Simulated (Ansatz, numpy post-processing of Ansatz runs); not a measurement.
# Band gap and electron mass of zincblende ZnSe against volume, r2SCAN with spin-orbit coupling

We have to decide how closely the volume of a ZnSe layer must be controlled if its absorption edge and electron transport are to stay within tolerance. Pressure, heating and lattice mismatch all change the volume, and the edge moves with it. The calculations isolate that part of the response: the zincblende cell is scaled uniformly, and the gap and electron mass are computed at each imposed volume. Volumes are given relative to the cell relaxed to zero pressure with the same functional, r2SCAN. The gap is the conduction-band minimum minus the valence-band maximum. A layer strained in its plane also changes shape, which splits the top of the valence band; that effect is not included here.

## Calculations

ZnSe (zincblende), space group 216, 2 atoms in the cell, from the Crystallography Open Database. The reference is the cell relaxed to zero pressure with this functional (primitive vectors 4.007, 4.007, 4.007 angstrom). The volume is imposed; the cell is scaled uniformly and no force acts on the atoms, so no relaxation was run. Ansatz 0.2.0, plane waves with PAW potentials (set ansatz_paw_generated_soft_1), r2SCAN, with spin-orbit coupling, no spin polarisation, no Hubbard U; cutoff 500 eV, self-consistent k meshes 6x6x6. Band extrema were located on a dense mesh in each cell and refined; masses are central differences at 0.008 and 0.03 1/angstrom. The same in all rows: where the valence-band maximum and the conduction-band minimum lie in the zone: Gamma to Gamma.

Notes on method and selection:

- Semilocal Kohn-Sham gaps lie below measured gaps, and light masses that scale with the gap come out too small.
- Transitions to other structures, dislocations and cracks are not considered.
- Pressure against volume is the equation of state, whose slope gives the bulk modulus.
- Where several measured values are on file, those far from their median are set aside and at most one at low and one at room temperature are shown, bulk crystals with stated uncertainty first.
- Runs that did not converge, have known faults or may not be shown are not listed, and runs on Ansatz's PAW sets soft_1 and soft_2 are kept to separate tables.

Columns:

- V/V0: volume over that of the reference cell.
- pressure (GPa): static pressure, positive under compression.
- band gap (eV): fundamental Kohn-Sham gap (generalised Kohn-Sham for meta-GGA and hybrids), conduction-band minimum minus valence-band maximum.
- electron mass (m_e): electron conductivity mass of the lowest valley, in free-electron masses.

## The series

| member | V/V0 | pressure (GPa) | band gap (eV) | electron mass (m_e) |
| --- | --- | --- | --- | --- |
| V/V0 = 0.88 | 0.88 | 11.01 | 2.308 | 0.141 |
| V/V0 = 0.91 | 0.91 | 7.54 | 2.154 | 0.137 |
| V/V0 = 0.94 | 0.94 | ? | ? | ? |
| V/V0 = 0.96 | 0.96 | 2.90 | 1.915 | 0.129 |
| V/V0 = 0.98 | 0.98 | 1.37 | 1.826 | 0.126 |
| V/V0 = 1.00 | 1.00 | −0.01 | 1.739 | 0.123 |
| V/V0 = 1.02 | 1.02 | −1.24 | 1.655 | 0.120 |
| V/V0 = 1.04 | 1.04 | −2.35 | 1.574 | 0.116 |
| V/V0 = 1.06 | 1.06 | −3.35 | 1.495 | 0.113 |

Cells marked ? are withheld until the estimate has been made.

Least-squares fits to the members shown, with x = V/V0; R² and errors in the fitted variable (y, or ln y where the fit is in ln y):

| y | members | fit | R² | rms residual | leave-one-out rms | the same for the mean of the others |
| --- | --- | --- | --- | --- | --- | --- |
| band gap (eV) | 8 | y = 6.2632 − 4.5146 x | 1.00 | 0.012 | 0.018 | 0.30 |
| electron mass (m_e) | 8 | y = 0.2790 − 0.1563 x | 1.00 | 3.3×10⁻⁴ | 5.0×10⁻⁴ | 0.010 |

## Interpretation

The gap widens on compression and narrows on expansion, from 2.308 eV at V/V0 = 0.88 to 1.495 eV at 1.06. Around the reference cell the slope is (1.655 − 1.826) / (1.02 − 0.98) = −4.3 eV per unit of V/V0, so one per cent of volume moves the gap by about 0.04 eV. Both band edges stay at $\Gamma$ in every row, and the gap is therefore direct throughout.

The accepted explanation is the different character of the two edges. The conduction-band minimum is an antibonding combination of Zn and Se s orbitals, while the valence-band maximum is a bonding state, mostly Se p. Shorter bonds increase the overlap and push the antibonding level up relative to the bonding one. The spin-orbit splitting of the valence-band top changes too little with volume to matter much.

The response steepens on compression, from −3.95 eV per unit of V/V0 between 1.04 and 1.06 to −5.13 eV between 0.88 and 0.91. Much of this comes from the choice of variable. Multiplying each slope by the volume at the middle of its interval, (1.04 + 1.06) / 2 = 1.05 and (0.88 + 0.91) / 2 = 0.895, gives the slope per unit of $\ln V$. The sizes are then 3.95 × 1.05 = 4.15 eV and 5.13 × 0.895 = 4.59 eV, which are much closer.

The electron mass follows the gap, but more weakly: between the end rows the gap grows by a factor 2.308 / 1.495 = 1.54 and the mass by 0.141 / 0.113 = 1.25. In the simplest two-band picture, $m_e/m^* \approx 1 + E_P/E_g$, where $E_P$ measures the momentum coupling between the band edges. A wider gap weakens the effect of that coupling and makes the electron heavier. Compression also strengthens the coupling itself, roughly as the inverse square of the lattice constant, which offsets part of the increase.

Semilocal gaps are too small, and the masses are expected to be too light for the same reason. The compressed rows describe zincblende whether or not another structure is more stable at that pressure.

## Predicting the missing value

Plain estimates from the members shown:

- V/V0 = 0.94, fit at x = 0.94: 2.019 eV
- V/V0 = 0.94, straight-line interpolation between V/V0 = 0.91 and V/V0 = 0.96: w = (0.94 − 0.91) / (0.96 − 0.91) = 0.600, so 2.154 + 0.600 × (1.915 − 2.154) = 2.011 eV

The straight-line fit to all members is the weaker of the two plain estimates. The gap curves upward against volume, and at V/V0 = 0.96 the fit gives 6.2632 − 4.5146 × 0.96 = 1.929 eV where the calculation gives 1.915 eV. Interpolation between the neighbours at 0.91 and 0.96 is better, but a chord lies above a curve of this shape, so its 2.011 eV should be slightly high.

The correction follows from the change of slope across the next larger volume. The slope is −4.78 eV between 0.91 and 0.96 and −4.45 eV between 0.96 and 0.98, which gives a quadratic coefficient of (−4.45 + 4.78) / (0.98 − 0.91) = 4.7 eV. At 0.94 the shift is (0.94 − 0.91) × (0.94 − 0.96) × 4.7 = −0.003 eV, and the estimate becomes 2.008 eV.

The same route, with two neighbours and the next larger volume, can be tried on shown members. For V/V0 = 0.91, from 0.88, 0.96 and 0.98, it gives 2.154 eV, equal to the computed value. For 0.96, from 0.91, 0.98 and 1.00, it comes out about 0.001 eV too high. The misses are no larger than about 0.001 eV, which we take as the standard deviation.

**Committed estimate, V/V0 = 0.94: band gap = 2.008 ± 0.001 eV.**

## The answer

| member | V/V0 | pressure (GPa) | band gap (eV) | electron mass (m_e) |
| --- | --- | --- | --- | --- |
| V/V0 = 0.94 | 0.94 | 4.61 | 2.009 | 0.132 |

| member | estimate | band gap (eV) | computed | estimate − computed | miss in error bars |
| --- | --- | --- | --- | --- | --- |
| V/V0 = 0.94 | committed | 2.008 | 2.009 | −0.001 | 1.0 |
| V/V0 = 0.94 | fit | 2.019 | 2.009 | +0.010 |  |
| V/V0 = 0.94 | interpolation | 2.011 | 2.009 | +0.002 |  |

The estimate of 2.008 eV lies 0.001 eV below the computed 2.009 eV, a miss of one error bar. It came closer than the interpolation, which was 0.002 eV too high, and the straight-line fit, which was 0.010 eV too high. The advantage over the interpolation is only about the last printed digit, whereas the advantage over the fit is well resolved.

The argument from curvature gave the right sign: the gap lies below the chord between its neighbours. The correction of −0.003 eV was also of the right size to within the rounding.

The result shows that the gap varies smoothly with volume between 0.91 and 0.96. This is expected when both band edges keep their character and stay at $\Gamma$, but it is no separate test of the bonding and antibonding picture, since the estimate used only neighbouring gaps.

## Outliers

Least-squares fits to the whole series, with x = V/V0; R² and errors in the fitted variable (y, or ln y where the fit is in ln y):

| y | members | fit | R² | rms residual | leave-one-out rms | the same for the mean of the others |
| --- | --- | --- | --- | --- | --- | --- |
| band gap (eV) | 9 | y = 6.249 − 4.501 x | 1.00 | 0.012 | 0.017 | 0.29 |
| electron mass (m_e) | 9 | y = 0.2789 − 0.1562 x | 1.00 | 3.1×10⁻⁴ | 4.4×10⁻⁴ | 0.0099 |

Largest departures from the fit to the whole series:

| member | band gap (eV) | fit | computed − fit | in rms residuals |
| --- | --- | --- | --- | --- |
| V/V0 = 0.88 | 2.308 | 2.288 | +0.020 | 1.7 |
| V/V0 = 1.06 | 1.495 | 1.478 | +0.017 | 1.5 |
| V/V0 = 0.96 | 1.915 | 1.928 | −0.013 | 1.1 |
| V/V0 = 0.98 | 1.826 | 1.838 | −0.012 | 1.0 |

The largest departures belong to the straight line, not to individual cells. The computed gap lies above the fit at the two ends, by 0.020 eV at V/V0 = 0.88 and 0.017 eV at 1.06, and below it in the middle, by 0.013 eV at 0.96 and 0.012 eV at 0.98. That is the pattern left when a line is drawn through a curve that bends upward.

The steps between neighbouring rows confirm this. The slope weakens at every step from compression to expansion, from −5.13 eV per unit of V/V0 at the compressed end to −3.95 eV at the expanded end, with no jump that would set one row apart. Physically, a given change of volume alters the orbital overlap more when the bonds are already short.

## Measured against computed

| member | quantity | measured | computed | computed − measured | conditions | source |
| --- | --- | --- | --- | --- | --- | --- |
| V/V0 = 1.00 | band gap (eV) | 2.692 | 1.739 | −0.953 | direct gap at Gamma, highest of the quoted experimental values; literature value quoted in the calculation section | [1] |

Sources:

[1] "Annealing Effect on Structural, Optical and Electrophysical Properties of ZnSe Nanocrystals Synthesized into SiO2/Si Ion Track Template" (2024, PubMed Central 11356022)

At the reference volume the computed gap is 1.739 eV and the listed measured one 2.692 eV, a difference of −0.953 eV, or 35 % of the measured value. A gap that is too small is the known behaviour of semilocal functionals. Zn 3d levels placed too close to the valence band may add to it, because their repulsion raises the Se p states at the valence-band maximum.

An error in the relaxed volume cannot account for the difference. With the slope of 4.3 eV per unit of V/V0, it would take a volume change of about 0.953 / 4.3 = 0.22, or 22 %.

The measured value has weaknesses of its own. It is the highest of several quoted values, taken from the literature by a paper on nanocrystals, and no temperature is given. Among the quoted values, the highest gives the largest shortfall. On the other hand, the calculation has a static lattice, and thermal narrowing of the gap is roughly 0.1 eV between low and room temperature. If the measurement was made at room temperature, the true shortfall is larger by about that much. Neither point changes the picture.

With one measured volume, the slope is not tested here, although the widening of the ZnSe gap under pressure is well established experimentally. The electron mass is not compared here.

## Closing remarks

Between V/V0 = 0.88 and 1.06 the gap of zincblende ZnSe stays direct at $\Gamma$ in all nine cells, and both gap and electron mass fall on expansion. For a further volume inside this range, interpolation with a curvature correction should be good to a few meV; the straight line typically misses by 0.017 eV.

For the layer, holding the gap within 0.010 eV near the reference volume requires the volume to be held within 0.010 / 4.3 × 100 = 0.23 %. That is about 0.08 % in the lattice constant under uniform scaling. The electron mass then changes by only about 0.3 %, so the absorption edge sets the tolerance unless the mass must be held more closely than that.

The functional's underestimate of the gap, roughly 1 eV, exceeds the whole spread of the table, 2.308 − 1.495 = 0.813 eV. The table should therefore be used for shifts of the edge, in which much of that error is expected to cancel, and not for its absolute position.
